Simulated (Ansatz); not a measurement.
# A series in volume per atom on W

Results calculated with Ansatz 0.2.0 development build, not measured. Equation of state of a cubic crystal from periodic Kohn-Sham density functional theory without spin; pressure corrected for the finite basis.

Cell of the first row (space group Im-3m, No. 229):
```
cell vectors (Å)
  -1.5597     1.5597     1.5597
   1.5597    -1.5597     1.5597
   1.5597     1.5597    -1.5597
atoms (fractions of the cell vectors)
W   0.00000  0.00000  0.00000
```

Settings of every row: formula W; structure type bcc; functional PBE; spin treatment none; k mesh 16x16x16; occupation method fermi-dirac; occupation width 0.061225619 eV; wave cutoff 420 eV; datasets soft-1 PAW; density cutoff ratio 4.

Limits: modest k-mesh, values are not fully converged in k; no spin-orbit coupling, which can matter with elements this heavy.

```csv
row,volume per atom (Å³),pressure (GPa),energy above lowest point (meV/atom)
1,15.178,20.858,58.36
2,15.501,12.988,24.4
3,15.824,5.932,5.46
4,16.147,-0.398,0
5,16.47,-6.085,6.64
6,16.793,?,?
7,17.116,-15.825,51.47
```

Question: what pressure and energy above lowest point should row 6 give?

Worked fit of pressure. Take u = (V_r/V)^(2/3) − 1 with V_r = 15.985 Å³ an atom, which is twice the finite (Eulerian) strain; such expansions in the strain, on which the Birch-Murnaghan equation of state is built, carry the rest volume and the bulk modulus. The shown rows have u = 0.03514, 0.02071, 0.00677, -0.0067, -0.01973, -0.04455. Least squares give pressure = 2.693 + 469.703 × u + 1286.42 × u² + 1648 × u³ GPa; a parabola predicts inner rows, each left out in turn, worse (root mean square 0.033 against 0.0024 GPa). The rows lie off it by 0.000, 0.001, 0.000, -0.001, 0.001, 0.000. The pressure vanishes at u = -0.0058, or V = 16.13 Å³ an atom, and there the bulk modulus at fixed shape and fractions is B = −V dP/dV = (2/3)(1 + u) dP/du = 301 GPa. The withheld row has u = -0.03234, so the fit gives 2.693 + 469.703 × (-0.03234) + 1286.42 × (-0.03234)² + 1648 × (-0.03234)³ = -11.208 GPa.

The calculation gave -11.207 GPa. The fit lies 0.001 GPa (0.0027 % of the column's range) below it, one unit of the last digit.

Worked fit of energy above lowest point. Take u = (V_r/V)^(2/3) − 1 with V_r = 15.985 Å³ an atom, which is twice the finite (Eulerian) strain; such expansions in the strain, on which the Birch-Murnaghan equation of state is built, carry the rest volume and the bulk modulus. The shown rows have u = 0.03514, 0.02071, 0.00677, -0.0067, -0.01973, -0.04455. Least squares give energy above lowest point = 1.141 + 402.75 × u + 34665.3 × u² + 5984 × u³ meV/atom; a parabola predicts inner rows, each left out in turn, worse (root mean square 0.12 against 0.0066 meV/atom). All shown rows lie on it to the printed digit. Its lowest point lies at u = -0.0058, or V = 16.13 Å³ an atom, and the curvature there gives the bulk modulus at fixed shape and fractions, B = (4/9)(1 + u)² E″(u)/V = 302 GPa. The withheld row has u = -0.03234, so the fit gives 1.141 + 402.75 × (-0.03234) + 34665.3 × (-0.03234)² + 5984 × (-0.03234)³ = 24.17 meV/atom.

The calculation gave 24.16 meV/atom. The fit lies 0.01 meV/atom (0.017 % of the column's range) above it, one unit of the last digit.
